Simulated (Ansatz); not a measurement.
ScAl3: pressure and energy above lowest point against volume scale

All results are calculated (Ansatz 0.2.0). Free energy against uniform scaling of the volume at fixed shape and fractions; periodic cell, basis, potentials, k mesh and filling as listed.

The cell before it is scaled or strained (space group Pm-3m, No. 221):
```
ScAl3
1.0
      4.1014     0.0000     0.0000
      0.0000     4.1014     0.0000
      0.0000     0.0000     4.1014
Sc Al
1 3
Direct
  0.00000 0.00000 0.00000
  0.50000 0.00000 0.50000
  0.00000 0.50000 0.50000
  0.50000 0.50000 0.00000
```

Settings of every row: functional PBE; dispersion none; potentials PAW; wave cutoff 500 eV; density cutoff 2000 eV; k mesh 6x6x6; k shift 0x0x0; occupations gaussian; smearing width 0.05 eV; spin none.

Limits: coarse k mesh, up to 40 meV an atom off; the cell comes from a prototype or a list of computed structures and needn't be the stable phase.

| row | volume scale | V (Å³/atom) | pressure (GPa) | energy above lowest point (meV/atom) |
| --- | --- | --- | --- | --- |
| 1 | 0.9406 | 16.223 | 6.26 | 19.5 |
| 2 | 0.9703 | 16.736 | 2.96 | 4.8 |
| 3 | 1 | 17.248 | 0.13 | 0 |
| 4 | 1.0297 | 17.76 | ? | ? |
| 5 | 1.0594 | 18.272 | -4.24 | 14 |

Question: what pressure and energy above lowest point should row 4 give?

Worked fit of pressure. Take u = (V_r/V)^(2/3) − 1 with V_r = 16.992 Å³ an atom, which is twice the finite (Eulerian) strain; such expansions in the strain, on which the Birch-Murnaghan equation of state is built, carry the rest volume and the bulk modulus. The shown rows have u = 0.03136, 0.01017, -0.00992, -0.04726. Least squares give pressure = 1.487 + 139.91 × u + 395.9 × u² GPa; a straight line predicts inner rows, each left out in turn, worse (root mean square 0.39 against 0.019 GPa). The rows lie off it by 0.00, 0.01, -0.01, 0.00. The pressure vanishes at u = -0.0110, or V = 17.28 Å³ an atom, and there the bulk modulus at fixed shape and fractions is B = −V dP/dV = (2/3)(1 + u) dP/du = 86.5 GPa. The withheld row has u = -0.02904, so the fit gives 1.487 + 139.91 × (-0.02904) + 395.9 × (-0.02904)² = -2.24 GPa.

The calculation gave -2.27 GPa. The fit lies 0.03 GPa (1.3 % of the value, 0.29 % of the column's range) above it; its largest miss of a shown row is 0.01 GPa.

Worked fit of energy above lowest point. Take u = (V_r/V)^(2/3) − 1 with V_r = 16.992 Å³ an atom, which is twice the finite (Eulerian) strain; such expansions in the strain, on which the Birch-Murnaghan equation of state is built, carry the rest volume and the bulk modulus. The shown rows have u = 0.03136, 0.01017, -0.00992, -0.04726. Least squares give energy above lowest point = 1.29 + 241.4 × u + 10803 × u² meV/atom; a straight line predicts inner rows, each left out in turn, worse (root mean square 10 against 0.12 meV/atom). The rows lie off it by 0.0, -0.1, 0.0, 0.0. Its lowest point lies at u = -0.0112, or V = 17.28 Å³ an atom, and the curvature there gives the bulk modulus at fixed shape and fractions, B = (4/9)(1 + u)² E″(u)/V = 87.1 GPa. The withheld row has u = -0.02904, so the fit gives 1.29 + 241.4 × (-0.02904) + 10803 × (-0.02904)² = 3.4 meV/atom.

The calculation gave 3.5 meV/atom. The fit lies 0.1 meV/atom (2.9 % of the value, 0.51 % of the column's range) below it, one unit of the last digit.
